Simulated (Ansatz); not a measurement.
# MoS₂: energy above lowest point as volume scale varies

Free energy against uniform scaling of the volume at fixed shape and fractions; periodic cell, basis, potentials, k mesh and filling as listed. The results are calculated, by Ansatz 0.2.0.

The cell before it is scaled or strained (space group P-3m1, No. 164):
```
cell vectors (Å)
   3.2275     0.0000     0.0000
  -1.6137     2.7951     0.0000
   0.0000     0.0000     6.3125
atoms (fractions of the cell vectors)
Mo  0.00000  0.00000  0.50000
S   0.33333  0.66667  0.25532
S   0.66667  0.33333  0.74468
```

Settings of every row: functional PBEsol; dispersion none; potentials PAW; wave cutoff 470 eV; density cutoff 1880 eV; k mesh 8x8x4; k shift 0x0x0; occupations gaussian; smearing width 0.1 eV; spin none.

Limits: a layered crystal: even scaling strains the bonds within the layers, so this curve is stiffer than the crystal under pressure; coarse k mesh, up to 40 meV an atom off; the cell comes from a prototype or a list of computed structures and needn't be the stable phase.

| row | volume scale | V (Å³/atom) | energy above lowest point (meV/atom) |
| --- | --- | --- | --- |
| 1 | 0.94 | 17.843 | 11 |
| 2 | 0.96 | 18.223 | 1.8 |
| 3 | 0.98 | 18.602 | 0 |
| 4 | 1 | 18.982 | 4.9 |
| 5 | 1.02 | 19.362 | 15.9 |
| 6 | 1.04 | 19.741 | 32.2 |
| 7 | 1.06 | 20.121 | ? |

Question: what energy above lowest point should row 7 give?

Worked fit of energy above lowest point. Take u = (V_r/V)^(2/3) − 1 with V_r = 18.792 Å³ an atom, which is twice the finite (Eulerian) strain; such expansions in the strain, on which the Birch-Murnaghan equation of state is built, carry the rest volume and the bulk modulus. The shown rows have u = 0.03515, 0.02071, 0.0068, -0.00668, -0.01972, -0.03231. Least squares give energy above lowest point = 1.67 − 365.6 × u + 17949 × u² meV/atom; a straight line predicts inner rows, each left out in turn, worse (root mean square 7.9 against 0.033 meV/atom). All shown rows lie on it to the printed digit. Its lowest point lies at u = 0.0102, or V = 18.51 Å³ an atom, and the curvature there gives the bulk modulus at fixed shape and fractions, B = (4/9)(1 + u)² E″(u)/V = 141 GPa. Letting shape and atoms relax would as a rule lower it, by much in layered, chain or molecular crystals. The withheld row has u = -0.04453, so the fit gives 1.67 − 365.6 × (-0.04453) + 17949 × (-0.04453)² = 53.5 meV/atom.

The calculation gave 53.3 meV/atom. The fit lies 0.2 meV/atom (0.38 % of the column's range) above it; its largest miss of a shown row is 0.0 meV/atom. This row lies beyond the range of the fit.
